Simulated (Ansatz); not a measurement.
## NbSn: energy less reference against wave cutoff

Periodic Kohn-Sham DFT of a crystal at fixed atoms; convergence with one numerical setting: free energy less that at the reference value of the setting, and other results at the setting. The results are calculated, by Ansatz 0.2.0.

Structure of every row (space group R-3m, No. 166):
```
CELL_PARAMETERS angstrom
1.57250 -0.90790 4.75810
0.00000 1.81580 4.75810
-1.57250 -0.90790 4.75810
ATOMIC_POSITIONS crystal
Nb 0.00000 0.00000 0.00000
Sn 0.50000 0.50000 0.50000
```

Settings of every row: method frozen-core PAW; functional PBE; relativity scalar; k mesh 16x16x16; filling fermi-dirac; smearing width 0.03 eV; paw set soft_2; reference wave cutoff 800 eV.

Atom start moment: 0 on all atoms.

Limits: convergence sweep; field gradient without spin-orbit coupling on heavy atoms; no gap: field gradients move with the k mesh; the cell comes from a prototype or a list of computed structures and needn't be the stable phase.

```csv
row,wave cutoff (eV),energy less reference (meV/atom)
1,200,3755
2,250,?
3,300,37
4,350,4
5,800,0
```

Question: what energy less reference should row 2 give?

Worked fit of energy less reference. Measure energy less reference from the row at the highest cutoff, 0 meV/atom, and take the logarithm of what remains: 200 → 8.23, 300 → 3.61, 350 → 1.39. A straight line through these is ln|rest| = 17.361 − 0.04571 × cutoff, so the rest falls by a factor of e every 21.9 eV; from 3 rows that is a rough guide, not a law, and the row at the highest cutoff isn't the limit itself. At 250 eV the line gives ln|rest| = 5.934, a rest of 377 meV/atom, and so 0 + 377 = 377 meV/atom.

The calculation gave 434 meV/atom. The fit lies 57 meV/atom (13 % of the value, 1.5 % of the column's range) below it; its largest miss of a shown row is 44 meV/atom.
